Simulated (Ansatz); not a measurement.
**C2H7AlFN: which of these isomers lies lowest?**

3 of its isomers, all singlets with charge 0: A = `C[N](C)[AlH][F]`; B = `C[CH2][Al]([NH2])[F]`; C = `C[NH][Al]([CH3])[F]`.

Shapes, held fixed at every level: PBE0-D4/def2-TZVP. Flexible molecules stand in one conformer, not always the lowest. Programs: Ansatz 0.2.0.

A:

```xyz
12

C    -1.0733   -0.8572    0.2841
N     0.0013    0.0530   -0.0342
C     1.2702   -0.3655    0.5105
Al   -0.1916    1.5240   -0.9839
F    -1.7058    1.8808   -1.5407
H    -1.2109   -0.9526    1.3704
H    -0.8761   -1.8645   -0.1089
H    -2.0150   -0.5080   -0.1443
H     1.2354   -0.4385    1.6066
H     2.0595    0.3454    0.2504
H     1.5695   -1.3510    0.1268
H     1.0138    2.4791   -1.3027
```

B:

```xyz
12

C    -0.6050    0.7158    1.3182
C     0.5292    0.9852    0.3283
Al    0.7225   -0.3424   -1.0821
N    -0.3195   -1.7558   -1.2234
F     1.9071   -0.1812   -2.2277
H    -0.6690    1.4900    2.0884
H    -0.4739   -0.2396    1.8339
H    -1.5774    0.6784    0.8194
H     1.4868    1.0605    0.8576
H     0.3974    1.9663   -0.1440
H    -0.2458   -2.4596   -1.9395
H    -1.0753   -1.9726   -0.5951
```

C:

```xyz
12

C    -1.7828    0.3628   -0.4726
N    -0.4836    0.4745   -1.0992
Al    1.0991    0.0582   -0.4435
C     1.4012   -0.6629    1.3291
F     2.3813    0.3225   -1.4583
H    -2.2880    1.3318   -0.3813
H    -2.4538   -0.3118   -1.0178
H    -1.6791   -0.0391    0.5383
H    -0.5451    0.8453   -2.0358
H     1.8773   -1.6462    1.2734
H     0.4760   -0.7717    1.8998
H     2.0745   -0.0187    1.9020
```

Electronic energies in kJ/mol, without zero-point or thermal terms.

**Question.** From chemical knowledge, estimate the order of stability.

**Answer.** B < C < A in rising energy, over a span of 101 kJ/mol, by CCSD(T)/CBS estimate. All levels agree on that. The B − A difference spans -101.4 to -92.0 kJ/mol over the levels. The CBS estimate extrapolates MP2 from def2-TZVPP and def2-QZVPP and adds CCSD(T) − MP2 in the triple-zeta set, cores frozen.

```tsv
level	kind	B − A	C − A
HF/def2-TZVPP	Hartree–Fock	-92.0	-69.4
PBE-D4/def2-TZVPP	GGA	-95.3	-71.6
r2SCAN-D4/def2-TZVPP	meta-GGA	-100.4	-75.7
PBE0-D4/def2-TZVPP	global hybrid	-97.7	-72.9
wB97M-V/def2-TZVPP	range-separated hybrid	-100.1	-74.4
B2PLYP/def2-TZVPP	double hybrid	-97.6	-73.5
CCSD(T)/def2-TZVPP	coupled cluster or CI	-96.4	-70.9
CCSD(T)/CBS estimate	coupled cluster or CI	-101.4	-74.2
```

The order follows from which bonds are exchanged, since all three isomers keep one Al–N and one Al–F bond. Going from A to C replaces a C–N and an Al–H bond with an N–H and an Al–C bond. This is the larger step, with C − A at -74.2 kJ/mol in the CBS estimate, and the strong, polar N–H bond probably supplies most of the gain. Going from C to B exchanges C–N and C–H for C–C and N–H, a more balanced trade and a smaller gain.

Hartree–Fock already recovers most of both differences, so the preference is not mainly a correlation effect. Enlarging the basis at the coupled-cluster level shifts B − A from -96.4 to -101.4 kJ/mol, which is comparable to the spread among the density functionals. Their closeness to the CBS value is therefore a poor guide to their relative quality. The order applies to isolated monomers; aminoalanes readily associate through Al–N–Al bridges, and bulkier substituents on nitrogen would hinder this to different degrees.
